## Off-centre electrons in gallium nitride

In wurtzite GaN every N atom has four Ga neighbours, all about 1.95 Å away: one along the c axis, three along the so-called basal bonds. The filled N-derived bands can be rewritten as Wannier functions, localised orbitals that together carry almost the same states as the bands. The search for the most compact set started from the 2s and 2p orbitals of the two N atoms, at heights of 1.95 and 4.54 Å.

In the table, x, y and z give the centre of each function. The function spread is the mean square distance of its electron from that centre. The function on site is its mean energy, counted from the valence top.

Maximally localised Wannier functions of wurtzite GaN, computed with Ansatz 0.2.0 using PBE, PAW and a 420 eV plane-wave cutoff at the r2SCAN geometry. The k mesh is 9×9×4 and the Wannier mesh 6×6×4; states are projected from N 2s and 2p trial orbitals, without energy windows. Centres are Cartesian, and on-site energies are relative to the valence top.

| row | function spread (angstrom^2) | function on site (eV) | function x (Å) | function y (Å) | function z (Å) |
| --- | --- | --- | --- | --- | --- |
| 1 | 1.544 | -6.228 | -0.296 | 1.667 | 2.074 |
| 2 | 1.544 | -6.228 | 1.887 | 1.090 | 4.666 |
| 3 | 1.584 | -5.979 | 0.000 | 1.838 | 1.597 |
| 4 | 1.544 | -6.228 | 0.296 | 1.667 | 2.074 |
| 5 | 1.544 | -6.228 | 0.000 | 2.179 | 2.074 |
| 6 | 1.584 | -5.979 | 1.592 | 0.919 | 4.189 |
| 7 | 1.544 | -6.228 | 1.296 | 1.090 | 4.666 |
| 8 | 1.544 | -6.228 | 1.592 | 0.578 | 4.666 |

**1. Are these still s and p orbitals?**

No. An s or a p orbital is centred on its atom, but every centre here lies about 0.36 Å from its N, towards one Ga. Each N carries four such functions, roughly 110° apart: they are sp³-like hybrids. Rows 3 and 6 point along the c axis and the other six along basal bonds. Symmetry makes the functions within each class equal, so the table holds two independent cases.

**2. Why does the search for compact functions turn s and p into hybrids?**

Mixing the four functions of one N leaves the sum of their mean square distances from N unchanged. The spread, however, is measured from each function's own centre, and so equals the mean square distance from N less the square of the offset. Moving the centres off the atom therefore lowers the total spread. Putting them all back on N, as for s and p orbitals, would raise it from 12.43 Å² to

12.43 + 6 × 0.363² + 2 × 0.353² ≈ 13.47 Å².

The rise is about 8%. It is an estimate, because the N site has no inversion centre and real s- and p-like functions would sit slightly off it. No mixing can bring the total below 12.10 Å², so the hybrids are already close to that lower limit. The printed output after the text lists the offsets and sums.

**3. Does the offset measure how ionic the bond is?**

Only loosely. The centres lie less than a fifth of the way from N to Ga, whereas in diamond symmetry puts the centre of a bond function at the midpoint. This fits a polar bond whose electrons belong mainly to N. Yet an sp³ hybrid of a lone N atom is off-centre too, so the offset is no count of shared charge. The states were also picked by projection on N orbitals, which may favour the N side a little.

**4. Is there a band 6 eV below the valence top?**

The on-site energies don't tell. A hybrid is part s and part p, so its energy is an average of deep s-like and shallow p-like states. The mean over all eight functions, −6.17 eV, is the mean energy of the model's bands. Separate s and p functions spanning the same states would have very different on-site energies but the same mean. All these energies also depend on how the N 2s states are told apart from the filled Ga 3d states, which PBE places too high in energy and which have no functions of their own here.

**5. Why do the two classes differ in energy?**

The axial functions lie 0.25 eV above the basal ones. Symmetry allows such a gap: no operation of the crystal turns an axial bond into a basal one, even though all four are nearly equally long. But symmetry doesn't say which class lies higher, and the table doesn't show the cause. One candidate is the s share. The s-like states lie far deeper than the p-like ones, so even a slightly smaller s share would lift the axial functions noticeably. The four hybrids of one N divide roughly one s orbital among them, so what the axial one lacks, the basal ones gain.

Another candidate is the surroundings beyond the four bonds. It is tempting to pick out one further Ga on the c axis, which is 3.13 Å from the basal centres and 3.59 Å from the axial one. Alone, its positive charge would lower the basal functions more. But other ions are just as near, and in a neutral crystal they cancel much of its pull, so a single distance can't decide the order. Measuring the s share of each function would be a first test.

**6. What would change in zinc blende GaN?**

There the four bonds of each N are equivalent by symmetry, so the hybrids would share one energy and one spread. Any wurtzite crystal, even one with four equal bonds, allows the split into one axial and three basal functions per anion. Which class lies higher, and by how much, has to be computed for each crystal.

**7. Which small differences deserve trust?**

The energy order of the two classes probably does, within PBE and for this choice of functions: 0.25 eV is a large gap for a change of mesh to reverse. The size of the 0.01 Å difference between their offsets does not: the height of N is given only to 0.01 Å, and raising it by half that step would more than halve the difference. The axial functions are also 0.04 Å² wider, under 3% of a spread. Spreads are computed from differences between neighbouring mesh points, and only one mesh was used, so a finer one could change this gap noticeably.

Printed output of the fit:

```
Centres relative to their own N in angstrom:
  row   sideways  along_c  distance_from_N  distance_to_further_Ga
    1     0.3417    0.124           0.3635                   3.129
    2     0.3415    0.124           0.3633                   3.129
    3  0.0002941   -0.353            0.353                   3.587
    4     0.3417    0.124           0.3635                   3.129
    5     0.3413    0.124           0.3631                   3.129
    6  0.0005212   -0.353            0.353                   3.587
    7     0.3415    0.124           0.3633                   3.129
    8     0.3409    0.124           0.3627                   3.129
Number of axial functions: 2
Number of basal functions: 6
Axial offset as percent of the bond length: 18.14
Basal offset as percent of the bond length: 18.67
Distance of a bond midpoint from N in angstrom: 0.973
Angle between axial and basal directions in degrees: 110
Same angle if N sits 0.005 angstrom higher in degrees: 109.2
Mean shift of all functions from N along c in angstrom: 0.00475
Axial less basal on-site energy in eV: 0.249
That splitting divided by the largest band miss: 2.926
Mean on-site energy from the valence top in eV: -6.166
Distance from N to the further Ga on the c axis in angstrom: 3.234
Axial less basal spread in square angstrom: 0.04
Axial excess of spread in percent: 2.591
Root of the mean spread in angstrom: 1.247
Total spread in square angstrom: 12.43
Total spread above the invariant part in square angstrom: 0.329
Sum of squared offsets in square angstrom: 1.041
Estimated total spread with every centre on N in square angstrom: 13.47
Estimated rise of the total spread in percent: 8.373
```
